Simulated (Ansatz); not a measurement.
## Ta: the change of pressure with volume scale

Results calculated with Ansatz 0.2.0, not measured. Periodic Kohn-Sham DFT of a crystal at fixed atoms, scaled to volume_scale times the given cell; pressure positive in compression, energy less spherical unpolarised free atoms, largest_vzz the field gradient of largest size among the nuclei.

The cell before it is scaled or strained (space group Im-3m, No. 229):
```
Ta
1.0
     -1.6513     1.6513     1.6513
      1.6513    -1.6513     1.6513
      1.6513     1.6513    -1.6513
Ta
1
Direct
  0.00000 0.00000 0.00000
```

Settings of every row: method frozen-core PAW; functional PBEsol; relativity scalar; k mesh 17x17x17; filling fermi-dirac; smearing width 0.08 eV; wave cutoff 420 eV; paw set soft_2.

Atom start moment: 0 on all atoms.

Limits: PAW files made with PBE; no spin-orbit coupling on heavy atoms.

| row | volume scale | V (Å³/atom) | pressure (GPa) |
| --- | --- | --- | --- |
| 1 | 0.94 | 16.93 | 9.798 |
| 2 | 0.9405 | 16.939 | 9.668 |
| 3 | 0.96 | 17.291 | 4.81 |
| 4 | 0.97 | 17.471 | ? |
| 5 | 0.98 | 17.651 | 0.293 |
| 6 | 0.99 | 17.831 | -1.802 |
| 7 | 1 | 18.01 | -3.794 |
| 8 | 1.01 | 18.191 | -5.688 |
| 9 | 1.02 | 18.371 | -7.49 |
| 10 | 1.03 | 18.551 | -9.205 |
| 11 | 1.04 | 18.731 | -10.835 |

Question: what pressure should row 4 give?

Worked fit of pressure. Take u = (V_r/V)^(2/3) − 1 with V_r = 17.921 Å³ an atom, which is twice the finite (Eulerian) strain; such expansions in the strain, on which the Birch-Murnaghan equation of state is built, carry the rest volume and the bulk modulus. The shown rows have u = 0.03865, 0.03828, 0.02414, 0.01017, 0.00336, -0.0033, -0.00992, -0.0164, -0.02277, -0.02904. Least squares give pressure = −2.8109 + 297.697 × u + 739.17 × u² GPa; a straight line predicts inner rows, each left out in turn, worse (root mean square 0.35 against 0.0049 GPa). The rows lie off it by -0.001, 0.000, 0.004, 0.000, 0.000, -0.009, 0.003, 0.004, 0.001, -0.002 (root mean square 0.0036 GPa). The pressure vanishes at u = 0.0092, or V = 17.68 Å³ an atom, and there the bulk modulus at fixed shape and fractions is B = −V dP/dV = (2/3)(1 + u) dP/du = 209 GPa. The withheld row has u = 0.0171, so the fit gives −2.8109 + 297.697 × (0.0171) + 739.17 × (0.0171)² = 2.496 GPa.

The calculation gave 2.495 GPa. The fit lies 0.001 GPa (0.0048 % of the column's range) above it, one unit of the last digit.
